Appendix: Taut solutions for an unconfined electron pair in a magnetic field, applied to GaN and compared with InAs, GaAs and ZnO

A1. Model, units and conventions

Two conduction electrons of charge −e and isotropic effective mass m* (in units of the free-electron mass) move in the plane z = 0 of a medium with relative permittivity εr. The field B points along +z and the gauge is symmetric, A = B × r/2. Energies are given in effective hartrees, Ha* = 27.211 eV × m*/εr², lengths in effective Bohr radii, a* = 0.052918 nm × εr/m*, and ħ = 1. The cyclotron frequency is then ωc = B/B*, with the field unit B* = ħ/(e a*²) = 2.3505 × 10⁵ T × (m*/εr)². With an optional parabolic confinement ω0 the Hamiltonian is

H = Σi [ pi²/2 + Ω² ri²/2 + (ωc/2) Lz,i ] + 1/|r1 − r2| + η ωc Sz,   Ω = √(ω0² + ωc²/4).   (A1)

The last term is the Zeeman energy g* μB B Sz, so that η = g* m*/2 is the ratio of the spin splitting to the cyclotron energy. With the stated signs of charge and field, the lowest Landau level has angular momentum ≤ 0.

In the coordinates R = (r1 + r2)/2 and r = r1 − r2 the problem separates into a centre of mass of mass 2 and a relative particle of mass 1/2. The centre of mass is a free two-dimensional oscillator with energy Ω(2N + |M| + 1) + Mωc/2, N = 0, 1, 2, …, and M its angular momentum. The relative function is exp(imφ) u(r), with energy ε + mωc/2 and

−u″ − u′/r + m² u/r² + Ω² r² u/4 + u/r = ε u.   (A2)

Exchange of the electrons sends φ to φ + π, so even m goes with the spin singlet and odd m with the triplet.

A2. The closed solutions

Put s = |m| and u = r^s exp(−Ω r²/4) P(r). Equation (A2) becomes P″ + [(2s + 1)/r − Ω r] P′ + [ε − Ω(s + 1) − 1/r] P = 0. With P = Σ a_k r^k and a_0 = 1 this gives a_1 = 1/(2s + 1) and

(k + 2)(k + 2 + 2s) a_(k+2) = a_(k+1) + [Ω(k + s + 1) − ε] a_k.   (A3)

The recurrence has three terms, so P is a polynomial with n terms (degree n − 1) only if a_n and a_(n+1) both vanish. Given a_n = 0, the line k = n − 1 of (A3) fixes the energy, ε = Ω(n + s). The condition a_n = 0 itself then fixes Ω. The closed solutions found by Taut (1994) therefore exist at isolated frequencies only. With the centre of mass in N = M = 0 the total energy is

E = Ω(n + |m| + 1) + m ωc/2 + η ωc Sz.   (A4)

For n = 2, the line k = 0 requires a_1 = Ω, so that

Ω = 1/(2s + 1),   u = r^s [1 + r/(2s + 1)] exp(−Ω r²/4).   (A5)

For n = 3, the lines k = 0 and k = 1 give 4(s + 1) a_2 = a_1 − 2Ω and a_2 = Ω a_1, so that

Ω = 1/[2(4s + 3)],   P = 1 + r/(2s + 1) + Ω r²/(2s + 1).   (A6)

For n = 4 and q = 2s + 1 the condition is 9q(q + 2)Ω² − 10(q + 1)Ω + 1 = 0. At m = 0 its roots are Ω = (10 ∓ √73)/27, that is 0.0539 and 0.687, with a_1 = 1, a_2 = (1 − 3Ω)/4 and a_3 = Ω a_2. All coefficients are positive for the smaller root, as they are in (A5) and (A6). These functions have no radial node and are the lowest states of their m. For the larger root a_2 and a_3 are negative, P has one positive zero, and the state is the first radial excitation. At zero field, ω0 = 1 satisfies (A5) for m = 0 and gives E = 3.

A3. The unconfined pair

For ω0 = 0 one has Ω = ωc/2. All centre-of-mass states with N = 0 and M ≤ 0 are degenerate at ωc/2, which expresses the freedom to place the pair anywhere in the plane. For m ≤ 0 the terms in m cancel in (A4), and the orbital energy is (n + 1)ωc/2. Two separated electrons in the lowest Landau level have the orbital energy ωc, so the interaction energy of a nodeless closed solution is

Δ = (n − 1) ωc/2.   (A7)

For m > 0 the radial function is the same and the energy is higher by mωc. The conditions on Ω become conditions on the field:

n = 2:  B = 2B*/(2|m| + 1),  Δ = Ha*/(2|m| + 1);
n = 3:  B = B*/(4|m| + 3),  Δ = Ha*/(4|m| + 3).   (A8)

These states are normalizable, but they are not bound in the energetic sense, since Δ > 0. At fixed field the repulsion weakens as |m| grows and the lowest orbital energy tends to ωc from above. The pair stays at a finite distance because the Hamiltonian conserves m. A process that changes m and carries energy away can let the electrons move apart.

The natural parameter is the Landau-level mixing ratio κ = (e²/4πε0εr ℓ)/ħωc, with the magnetic length ℓ = a*/√ωc. In the present units κ = ℓ/a* = √(B*/B). Measured in ℓ and ωc, equation (A2) contains the Coulomb term κ/r and no other parameter, so Δ/ωc is a universal function of κ for each m. It rises with κ, because its derivative is the positive expectation value of ℓ/r. It is concave, because the lowest eigenvalue is a minimum over trial states of functions linear in κ. The closed solutions mark the points where this function passes 1/2 (at κ² = |m| + 1/2), 1 (at κ² = 4|m| + 3) and, for m = 0, 3/2 (at κ² = (10 + √73)/2). The tangent at κ = 0 is the lowest-Landau-level (LLL) value, the expectation of 1/r in r^s exp(−r²/8ℓ²), known as the Haldane pseudopotential:

V = κ ωc Γ(s + 1/2)/(2 s!).   (A9)

It is a variational value in the same m sector, so V ≥ Δ, and V/Δ − 1 is the exact relative error of the projection onto the lowest level at that field.

A4. GaN: comparison of states

The inputs for a GaN channel are typical values, m* = 0.22, εr = 9.5 and g* ≈ 2.0. They give Ha* = 66.3 meV, a* = 2.29 nm and B* = 126 T. Three figures are printed so that the arithmetic can be followed with the inputs taken as given. The fields scale as (m*/εr)², and the choice m* = 0.20 would move B* to 104 T and the (n, m) = (3, −1) field from 18.0 T to 14.9 T, so for a real sample even the second figure of a field is uncertain. The columns κ and V/Δ contain no material input. The separation r_rms is √⟨r²⟩ in the exact state, with weight u² r dr.

Table A1. Nodeless closed solutions for ω0 = 0 in GaN (S singlet, T triplet).

n    m   spin    κ     B (T)   Δ (meV)   V/Δ    r_rms (nm)
2    0    S     0.71   252     66.3     1.253    4.08
2   −1    T     1.22   84.0    22.1     1.085    8.92
2   −2    S     1.58   50.4    13.3     1.051    13.6
2   −8    S     2.92   14.8    3.90     1.015    41.1
3    0    S     1.73   42.0    22.1     1.535    11.9
3   −1    T     2.65   18.0    9.48     1.172    21.4
3   −2    S     3.32   11.5    6.03     1.102    30.6
3   −3    T     3.87   8.40    4.42     1.073    39.8
4    0    S     3.04   13.6    10.7     1.799    23.9

Two trends stand out. At fixed m the LLL error grows with n, because a larger n means a lower field and a larger κ. At fixed n the error falls with |m|, although κ grows as √|m|. A large κ alone is thus no measure of mixing for a given pair. The reason is seen at large s. In the lowest level the pair sits near r0 = 2ℓ√s, where the repulsion acts as a nearly uniform force F = 1/r0². A particle of mass μ = 1/2 whose orbit centre is tied with stiffness μωc² is displaced by F/(μωc²) and gains the energy F²/(2μωc²) = F²/ωc². Dividing by V ≈ 1/r0 gives

V/Δ − 1 ≈ 1/(r0³ ωc²) = κ/(8 s^(3/2)).   (A10)

On the closed solutions κ ≈ √s for n = 2 and κ ≈ 2√s for n = 3, so the error tends to 1/(8s) and 1/(4s). The expansion of the exact ratios, V/Δ = √(2(2s + 1)) Γ(s + 1/2)/(2 s!) and √(4s + 3) Γ(s + 1/2)/(2 s!), has the same leading terms. For (2, −8) the asymptotic form gives 1.016 against the exact 1.015. The outward displacement also shows in the size of the pair. For (3, −1) the lowest-level function has r_rms = 2ℓ√(s + 1) = 7.48 a*, while the exact state has 9.36 a*.

A5. From the Landau-level regime to the two-electron Wigner molecule

The three m = 0 solutions span the crossover to strong coupling. For large κ the relative particle sits at the minimum of ωc² r²/16 + 1/r, at r³ = 8/ωc², where the potential equals (3/4) ωc^(2/3). The curvature there is 3ωc²/8, which for mass 1/2 gives the vibration frequency (√3/2)ωc and the zero-point energy (√3/4)ωc. Subtracting the non-interacting relative energy ωc/2 gives the harmonic estimate

Δ/ωc ≈ (3/4) κ^(2/3) + √3/4 − 1/2.   (A11)

Table A2. Δ/ωc for m = 0.

n     κ      exact    LLL (A9)   harmonic (A11)
2    0.71    0.500    0.627      0.528
3    1.73    1.000    1.535      1.015
4    3.04    1.500    2.699      1.509

At all three points the harmonic estimate lies closer to the exact value than the LLL value does, with errors of 5.7 %, 1.5 % and 0.6 % against 25 %, 53 % and 80 %. The structure of the two formulas explains this. The LLL value is linear in κ because the wave function is frozen. The exact energy bends over towards κ^(2/3) because the pair expands until the magnetic confinement balances the repulsion. As κ → 0 the order reverses, since (A9) becomes exact there and (A11) tends to a negative constant.

A6. Comparison of materials

Since κ fixes the state, a material enters only through the three scales Ha* ∝ m*/εr², a* ∝ εr/m* and B* ∝ (m*/εr)², and through η. Table A3 applies (A8) to four single-valley conduction bands. The first four rows are typical or approximate inputs. The g* values are band values, without the exchange enhancement of a dense gas, and ħωLO is the longitudinal optical phonon energy.

Table A3. Inputs, scales and closed solutions with m = −1.

                          InAs      GaAs      GaN      ZnO
m* (input)                0.023     0.067     0.22     0.30
εr (input)                15        12.9      9.5      8.5
g* (input)                −15       −0.44     2.0      2.0
ħωLO, meV (input)         30        36        92       72
Ha*, meV                  2.78      11.0      66.3     113
a*, nm                    34.5      10.2      2.29     1.50
B*, T                     0.553     6.34      126      293
κ at 16 T                 0.19      0.63      2.81     4.28
B(2, −1), T               0.368     4.23      84.0     195
B(3, −1), T               0.0789    0.906     18.0     41.8
Δ(3, −1) = ħωc, meV       0.397     1.57      9.48     16.1
r_rms(3, −1), nm          323       95.4      21.4     14.0
η = g* m*/2               −0.17     −0.015    0.22     0.30
Ha*/ħωLO                  0.093     0.30      0.72     1.57

Fields. The field unit varies most, by a factor of 530 from InAs to ZnO, because the mass enters squared and the permittivity falls as the mass rises along this series. From GaAs to GaN the field of any given solution grows by 19.9, its energy by 6.05, and its size shrinks by 4.46. The first factor is the square of the last, since B* a*² = ħ/e in every material.

Accessible states. A magnet that reaches B_max gives access to n = 2 for |m| ≥ B*/B_max − 1/2 and to n = 3 for |m| ≥ (B*/B_max − 3)/4. Take B_max = 16 T. In InAs and GaAs every solution of the two series lies below this field, the highest being (2, 0) at 1.11 T and 12.7 T. In GaN, where B*/B_max = 7.88, the series start at |m| = 8 for n = 2 and |m| = 2 for n = 3. In ZnO, with 18.3, they start at 18 and 4. The light-mass materials pass through all closed solutions at low field and lie at κ < 1 near 16 T. GaN at the same field has κ near 3, where the close pairs (m = 0, −1) are described by n = 3 and n = 4. Table A1 shows that in this range the projection onto the lowest level overestimates the interaction energy by 17 % for the m = −1 triplet at 18.0 T and by 80 % for the m = 0 singlet at 13.6 T.

Thermal scale. Δ(3, −1) corresponds to 110 K in GaN and to 4.6 K in InAs. The same dimensionless state has Landau levels that are far easier to resolve thermally in the heavy-mass material, at the price of the higher field.

Spin. The Zeeman term commutes with the orbital problem and changes neither the fields (A8) nor the functions. For the polarized triplet it shifts the pair and the separated polarized electrons alike, so (A7) is unchanged. A singlet lies Δ + |η|ωc above two separated polarized electrons, which for (3, 0) in GaN is 1.22 ħωc. The size of |η| can be set against the mixing correction V − Δ, which is 0.17 ħωc for (3, −1). In GaAs |η| is about a tenth of this. In GaN and ZnO it is larger, because g* is near the free value while m* is large, and in InAs it is of equal size, because a large |g*| offsets the small mass. A comparison of singlet and triplet energies in GaN needs both terms.

A7. Size of the neglected terms in GaN

Other electrons. The pair is isolated only if the density is well below 1/r_rms². For (3, −1) this is 2.2 × 10¹¹ cm⁻² in GaN, equivalent in any material to the filling factor 2πℓ²/r_rms² = 0.50. A typical ungated AlGaN/GaN gas of 1 × 10¹³ cm⁻² has a spacing n_s^(−1/2) = 3.2 nm and the filling n_s h/eB = 23 at 18.0 T. For such a gas the solutions describe no physical pair. They apply to a strongly depleted channel, and more generally they serve as exact two-body data for effective interactions that include Landau-level mixing. Mixing also produces terms among three or more electrons, about which the pair problem says nothing.

Gates and surfaces. With the barrier permittivity taken equal to that of GaN, a metal gate at distance D changes the interaction to 1/r − 1/√(r² + 4D²). At r = 21.4 nm and an assumed D = 25 nm the repulsion drops by the fraction r/√(r² + 4D²) = 0.39. A free surface at the same distance has the image factor (εr − 1)/(εr + 1) = 0.81 and raises the repulsion by 0.32. Both exceed the relative mixing correction of 0.17. At D = 500 nm the gate fraction is 0.021. The unscreened 1/r law therefore needs a cap much thicker than the pair size, a condition that is easier to meet in GaN than in GaAs or InAs in proportion to a*.

Layer thickness. Model the finite width by 1/√(r² + d²) with an assumed d = a*, which is of the order of a GaN channel width. For (3, 0) the first-order lowering of Δ, evaluated with the exact function, is 0.015 Ha*. The LLL value, which for m = 0 acquires the factor exp(d²/4ℓ²) erfc(d/2ℓ), drops by 0.132 Ha*, because the projected function has no correlation hole. The difference V − Δ thus falls from 0.178 Ha* to about 0.06 Ha*. For the m = 0 singlet the thickness rivals the mixing, and the ratios of Table A1 overstate the mixing in a real channel. For |m| ≥ 1 the inequality 1/r − 1/√(r² + d²) ≤ d²/(2r³) bounds the first-order changes. For (3, −1) the bounds are 0.0016 Ha* for the exact state and 0.0060 Ha* for the LLL state, against V − Δ = 0.025 Ha*.

Phonons. The static εr and a fixed m* presuppose electronic energies well below ħωLO. In GaN the cyclotron energy reaches 92 meV at 175 T. The (2, 0) solution, with ħωc = 133 meV, lies beyond this point and is outside the model, while (2, −1) has 44.2 meV and (3, −1) only 9.48 meV. In ZnO the (2, −1) solution has ħωc = 75.3 meV, close to the phonon energy. The last row of Table A3 orders the materials in this respect: the condition ħωc ≪ ħωLO reads κ² ≫ Ha*/ħωLO.

Band shape and spin-orbit coupling. A two-band estimate puts the relative mass change over one cyclotron energy at 2ħωc/Eg. With approximate gaps of 3.5 eV and 0.42 eV this is 0.005 for GaN and 0.002 for InAs at (3, −1), and 0.08 for GaN at (2, 0). The mass shift due to the subband confinement is taken as included in the input m*, and in InAs wells it can raise m* well above the value used. A Rashba coefficient of about 0.6 meV nm, taken as typical for GaN, gives αR/ℓ = 0.10 meV at ℓ = 6.05 nm. This is about 1 % of ħωc, and the term enters the energy in second order.

Residual confinement. A weak parabolic potential leaves the solutions exact and only moves them, to B = 2B* √(Ω² − ω0²). For (3, −1), ħΩ = 4.74 meV in GaN, and an assumed ħω0 = 2 meV lowers the field from 18.0 T to 16.3 T with the same relative function. The energy then follows from (A4), in which the terms in m no longer cancel. At the far end of this family stands the zero-field dot. The singlet of (A5) with Ω = 1 occurs both for the unconfined pair at 252 T and for a dot with ħω0 = 66.3 meV at B = 0, in each case with E = 3 Ha* = 199 meV.